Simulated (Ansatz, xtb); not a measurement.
How methods differ on GeH3F (SMILES [H][Ge]([H])([H])[F])

GeH3F: 5 atoms, total charge 0, spin state singlet. As SMILES, `[H][Ge]([H])([H])[F]`. Geometry: a GFN2-xTB relaxation, a rough one for these elements and not checked as a minimum.

Each level gives the vertical energy of the triplet above the singlet (eV). The values are calculated.

```json
{"level": "GFN2-xTB", "kind": "semi-empirical", "program": "xtb", "value (eV)": "8.01", "CPU time (all runs)": "under 2 s"}
{"level": "GFN0-xTB", "kind": "semi-empirical", "program": "xtb", "value (eV)": "6.92", "CPU time (all runs)": "under 2 s"}
{"level": "GFN1-xTB", "kind": "semi-empirical", "program": "xtb", "value (eV)": "7.22", "CPU time (all runs)": "under 2 s"}
{"level": "HF/STO-3G", "kind": "Hartree–Fock", "program": "Ansatz", "value (eV)": "7.95", "CPU time (all runs)": "1.7 s"}
{"level": "HF/3-21G", "kind": "Hartree–Fock", "program": "Ansatz", "value (eV)": "7.73", "CPU time (all runs)": "4.1 s"}
{"level": "HF/def2-TZVP", "kind": "Hartree–Fock", "program": "Ansatz", "value (eV)": "8.02", "CPU time (all runs)": "33 s"}
{"level": "SVWN5/STO-3G", "kind": "LDA", "program": "Ansatz", "value (eV)": "7.32", "CPU time (all runs)": "8.5 s"}
{"level": "BLYP/STO-3G", "kind": "GGA", "program": "Ansatz", "value (eV)": "7.42", "CPU time (all runs)": "20 s"}
{"level": "PBE/STO-3G", "kind": "GGA", "program": "Ansatz", "value (eV)": "7.34", "CPU time (all runs)": "16 s"}
{"level": "revPBE/STO-3G", "kind": "GGA", "program": "Ansatz", "value (eV)": "7.38", "CPU time (all runs)": "15 s"}
```

All-electron rows without a relativistic Hamiltonian named are non-relativistic. The values span 6.92 to 8.02 eV. The xTB rows lack spin polarisation, so open shells miss the exchange term that lowers them. A triplet this far above the singlet is often a Rydberg-like or dissociative state; sets without diffuse functions put Rydberg states too high. Times are those of the runs behind each value, whatever else they computed, on shared processors of several kinds: orders of magnitude only.

Every level places the triplet far above the singlet, as expected for a saturated, tetravalent germanium compound. The valence electrons fill Ge–H and Ge–F σ bonds and fluorine lone pairs, and there is no low-lying π* or empty nonbonding orbital to accept one. Reaching the triplet therefore means promoting an electron from a bonding or lone-pair level into an orbital that is probably Ge–H or Ge–F antibonding, with some diffuse character.

In the shared STO-3G basis, the four density functionals agree closely, between 7.32 and 7.42 eV, while Hartree–Fock gives 7.95 eV, a difference that probably reflects their treatment of exchange and correlation. Gradient corrections thus matter little here, though agreement among related functionals is no measure of accuracy. The Hartree–Fock values do not move steadily with basis size, falling at 3-21G and rising again at def2-TZVP, so they give no basis for extrapolation. Because the gap is vertical, it does not measure a bond dissociation energy, which would include relaxation of the fragments.
